**Problem.** A gallium phosphide crystal is squeezed and stretched evenly in all directions, and its energy and pressure are calculated with the PBE functional for atoms at rest. Each Ga atom keeps its four P neighbours at unchanged angles, so the bond length is the only thing that varies. The table gives the volume $V$ per atom, the energy $E$ per atom counted from the minimum of the fitted curve, and the pressure $P$ needed to hold the crystal at that volume. A negative pressure means that the crystal is being pulled.

DFTK 0.8.2, plane-wave DFT with the PBE functional and dojo.nc.sr.pbe.v0_4_1.standard pseudopotentials, for zincblende GaP at evenly scaled volumes. All rows use an 8×8×8 k mesh, a cutoff of 1088.46 eV and Fermi–Dirac smearing of 0.05 eV. Energies are counted from the minimum of the fitted equation of state.

| volume (Å³/atom) | energy (meV/atom) | pressure (GPa) |
| --- | --- | --- |
| 19.03 | 47.45 | 8.830 |
| 19.43 | 28.02 | 6.520 |
| 19.84 | 14.12 | 4.450 |
| 20.24 | 5.19 | 2.590 |
| 20.65 | 0.72 | 0.910 |
| 21.05 | 0.28 | -0.590 |
| 21.45 | 3.43 | -1.940 |

**(a) How strongly does the stiffness of the crystal depend on its bond length?**

*Solution.* Stiffness against even squeezing is the extra pressure that buys a given fractional loss of volume. This is the bulk modulus,

$$B=-\frac{\Delta P}{\Delta \ln V}.$$

The seven volumes are 0.94 to 1.06 times that of the given cell, row 20.24, in steps of 0.02. Between the two most compressed rows the pressure falls from 8.830 to 6.520 GPa. The modulus there is $2.310/\ln(0.96/0.94)$, or about 110 GPa. The same step between the two most stretched rows gives about 71 GPa, and the modulus falls at every step in between.

In zincblende the bond length is $d=\tfrac{\sqrt3}{2}V^{1/3}$. From the middle of the softest step to the middle of the stiffest one it shrinks by only 3.3 %, while the modulus rises by 55 % (54 % with the unrounded pressures). Written as a power law, the modulus goes roughly as $d^{-13}$. Each per cent taken off the bond therefore adds about 13 % to the stiffness.

**(b) Three explanations offer themselves. Which one survives?**

1. The bonds are fixed linear springs, and only the geometry of the smaller cell changes.
2. Shorter bonds are stronger bonds, so a crystal with shorter bonds is stiffer.
3. A pull and a push between neighbours balance at the rest length, and both grow as inverse powers when the bond shortens, the push faster than the pull.

*Solution.* The third explanation needs a physical picture first. Neighbouring atoms attract because they share electrons, and the sharing improves as their orbitals come closer. They repel because electrons already paired in overlapping orbitals must avoid one another under the Pauli principle, which costs kinetic energy. Simple bonding theory lets the attraction grow as $d^{-2}$ and the repulsion as its square:

$$E=-\frac{A}{d^{2}}+\frac{C}{d^{4}}+\text{constant}.$$

Since $V$ grows as $d^3$, the derivative $P=-dE/dV$ consists of an outward pressure $P_\text{push}$ that goes as $d^{-7}$ and an inward one, $P_\text{pull}$, that goes as $d^{-5}$. Differentiating once more gives

$$B=\tfrac13\left(7P_\text{push}-5P_\text{pull}\right).$$

At the rest length the two pressures are equal, and the bracket is 2 in units of either. Now shorten the bond by 1 %. The push grows by 7 % and the pull by 5 %, so the bracket becomes $7\times1.07-5\times1.05=2.24$. The modulus has risen by 12 %, although neither pressure has changed by more than 7 %. With these two powers it is a small difference between two large terms, and the steeper term gains on the other.

For general powers $m$ of the pull and $n$ of the push, the same steps give a modulus that goes as $d^{-(m+n+6)}$ near the rest length. This rule also covers the linear spring. Its energy $(d-d_0)^2$, with rest length $d_0$, contains only a term in $d^2$, which pulls inward, and one in $d$, which pushes outward, so $m=-2$ and $n=-1$. The modulus should then go as $d^{-3}$, far too gently for the table. A push steeper than the pull is therefore not enough, since the spring has one too, as does any stable bond. What sets the stiffening is the sum $m+n$.

The second explanation is the tempting one, because its premise is sound. If the bond energy grows as $d^{-2}$ and is packed into a volume that shrinks as $d^3$, the energy density goes as $d^{-5}$, and the modulus ought to follow. That argument, however, compares different crystals, each at its own rest length, where pull and push cancel. It is meant for a series such as GaSb, GaAs, GaP, in which the bonds shorten and, by recalled moduli, the stiffness rises a little more gently still than $d^{-5}$. Here a single crystal is driven away from its rest length, and the cancellation is lost.

The numbers can now decide. The spring law and the pull-and-push law were each fitted to all seven energies, with three coefficients apiece, and their moduli were then derived without using the calculated pressures. Over the 3.3 % shortening of part (a), the results are:

| Explanation | Rise of the modulus |
|---|---|
| Linear springs | 10 % |
| Stronger bonds, $d^{-5}$ | 18 % |
| Pull and push | 48 % |
| Calculated pressures | 55 % |

Springs and the strength rule each leave most of the stiffening unexplained, while pull and push accounts for nearly all of it. The output printed after this text gives the comparison step by step.

The verdict has a limit. Near the rest length the curve fixes only the sum of the two powers, not each of them. Other pairs that add up to 6 are expected to give nearly the same rise, and the law with powers 2 and 4 has the form of the second-order Birch–Murnaghan equation, whose slope $dB/dP=4$ is typical of many solids. The calculation's own equation-of-state fit gives $dB/dP=4.47$ at the minimum. Three times this slope is the exponent of the modulus, so the powers should add up to $3\times4.47-6$, about 7.4, where the model has 6. The numbers thus show that the forces are steeper than those of a spring. That the steep part is Pauli repulsion is the argument of bonding theory, since the calculation does not divide the energy into a pull and a push.

The model also fails far from the rest length. Carried on to separated atoms, the fitted curve would ask for about 11 eV per atom to take the crystal apart, some three times the rough recalled value of 3.5 eV. For such a law the depth is $9BV/(mn)$ at the rest length, about 11 eV for powers 2 and 4, so it hangs on the product of the powers, which the seven volumes do not fix. The expected reason for the excess is that a power law does not die away as fast as the overlap of real orbitals. The law should be used for changes of a few per cent in bond length, not for breaking bonds.

**(c) At its own energy minimum the calculation gives a modulus of 76.7 GPa, whereas the measured one is roughly 90 GPa (a recalled figure). Does PBE make the bonds too soft?**

*Solution.* The bond length has to be compared before the stiffness. The minimum lies at a bond length of 2.385 Å. The given cell, which is close to the measured size of the crystal, has 2.360 Å. PBE thus makes the bond about 1 % too long, and part (b) tells what such an error costs. With the model's power of 12, the modulus at the shorter bond should be

$$76.7\ \text{GPa}\times\left(\frac{2.385}{2.360}\right)^{12}\approx 87\ \text{GPa}.$$

The calculated pressures on either side of row 20.24 give 88 GPa, so the estimate is close but a little low: a rise of 13 % against 15 %. It is not a forecast for an unseen row, because the starting value of 76.7 GPa comes from a curve through all seven energies, this row included. It tests only the size of the power: the fit's own value, $3\times4.47\approx13.4$, gives 88 GPa, and any law with a slope $dB/dP$ near 4 would come about as close as the model does.

Most of the apparent softness is therefore an error of length. At the right bond length PBE gives nearly the right stiffness, and at its own minimum it reports the stiffness of a slightly stretched crystal. The vibrations left out of the calculation don't excuse the long bond, since zero-point and thermal motion normally lengthen it further. How much a finer mesh or a higher cutoff would shift the modulus is untested here.

For anyone who takes elastic data from such a calculation, the volume at which a modulus was evaluated matters as much as the functional. An error of 1 % in the bond length, which looks harmless in a structure, becomes one of more than 10 % in the modulus. Two calculated moduli of GaP should be compared at the same volume before their difference is put down to the description of the bonds.

Printed output of the fit:

```
fit of energy on 7 rows: constant 5.165 +/- 0.21, coefficient of u -1045 +/- 10, coefficient of u**2 49558 +/- 903; rms 0.278, worst 19.43 0.321, leave-one-out rms 0.748
fit of energy on 7 rows: constant 5.184 +/- 0.029, coefficient of y 499.9 +/- 0.71, coefficient of y**2 11941 +/- 30; rms 0.0376, worst 21.45 0.0437, leave-one-out rms 0.102
Modulus between each row and the row before it (GPa) and model pressures (GPa):
    row  bond length A  middle bond length A  modulus from table  modulus spring  modulus pull and push  pressure spring  pressure pull and push
  19.03          2.312                   n/a                 n/a             n/a                    n/a            8.437                   8.808
  19.43          2.328                  2.32               109.7           93.65                  107.5            6.466                   6.545
  19.84          2.344                 2.336               100.4           91.74                   99.4            4.574                   4.496
  20.24           2.36                 2.352               92.07           89.91                  91.95            2.757                   2.638
  20.65          2.376                 2.368               84.84           88.14                  85.08            1.012                   0.953
  21.05          2.391                 2.383               77.25           86.43                  78.73          -0.6665                 -0.5758
  21.45          2.406                 2.399               70.87           84.79                  72.86           -2.281                  -1.964
Bond shortening from softest to stiffest step (%): 3.281
Rise of modulus over that shortening, table (%): 54.81
Same rise, linear springs (%): 10.45
Same rise, bond-strength rule d^-5 (%): 18.15
Same rise, pull and push (%): 47.53
Power of inverse bond length that the modulus follows: 13.1
Modulus slope from the pressures alone: 4.345
Sum of the two powers implied by the computed slope: 7.41
Largest pressure miss, linear springs (GPa): 0.3929
Largest pressure miss, pull and push (GPa): 0.04781
Bond length at the computed minimum (A): 2.385
Modulus at the given volume (GPa): 88.45
Modulus at the given volume above that at the minimum (%): 15.32
Depth of the pull and push curve at infinite separation (eV/atom): 11.45
```
